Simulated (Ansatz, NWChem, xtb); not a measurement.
**Ligand exchange: BH2F + KOH → BH2(OH) + KF**

Gas-phase species: BH2F `BF`, singlet; KOH `[OH][K]`, singlet; BH2(OH), singlet; KF, singlet. The partners trade F for OH: B–F and K–OH bonds give way to B–OH and K–F.

Shapes, held fixed at every level: PBE0-D4/def2-TZVP. Programs: Ansatz 0.2.0, NWChem 7.3.0, xtb 6.7.1. A level may come from different programs for different species; with the same settings they agree closely. The zero-point and thermal change to 298 K, harmonic and unscaled (PBE0-D4/def2-TZVP), is +4.3 kJ/mol.

```tsv
level	kind	ΔH(298 K) (kJ/mol)	less CCSD(T)/def2-TZVPP
GFN1-xTB	semi-empirical	-100.0	-33.1
SPW92/def2-TZVPP	LDA	-77.9	-11.0
PBE0/def2-SVP	global hybrid	-73.9	-7.0
B3LYP-D4/def2-TZVPP	global hybrid	-73.8	-6.9
BHLYP-D4/def2-TZVPP	global hybrid	-72.7	-5.8
wB97X-V/def2-TZVPP	range-separated hybrid	-73.0	-6.1
CCSD(T)/def2-SVP	coupled cluster or CI	-73.4	-6.5
CCSD/def2-SVP	coupled cluster or CI	-74.1	-7.2
CCSD(T)/def2-TZVPP	coupled cluster or CI	-66.9	0.0
```

The highest level, CCSD(T)/def2-TZVPP, gives ΔH(298 K) = -66.9 kJ/mol; the levels span -100.0 to -66.9. The column of differences is taken from that level and isn't an error. No measured value is set beside it here. Outer-core shells of K are correlated, in sets that cover them unevenly. Sets without diffuse functions underbind ionic bonds of s-block metals. CCSD(T)/def2-TZVPP lies outside the range of the other correlated levels here, so it shouldn't be taken on trust.

Every level makes the exchange clearly exothermic, so the preference for BH2(OH) and KF doesn't hinge on the choice of method. Hydroxide is a stronger base and a better π donor than fluoride, and boron, with its formally empty p orbital, gains more from that than K⁺ does. The potassium bonds are largely electrostatic and discriminate less between two small anions of equal charge. The driving force is therefore probably the better match of hydroxide with boron, rather than any special strength of the K–F ion pair.

The hybrids fall close together, and the much larger share of exact exchange in BHLYP than in B3LYP hardly matters. In the smaller basis the triples contribution is also slight, whereas enlarging the basis moves CCSD(T) considerably more. GFN1-xTB exaggerates the exothermicity relative to all the other levels, possibly through its parametrised treatment of the strongly polar bonds. The preference applies to isolated molecules; in the condensed phase, lattice or solvation energies could outweigh it.
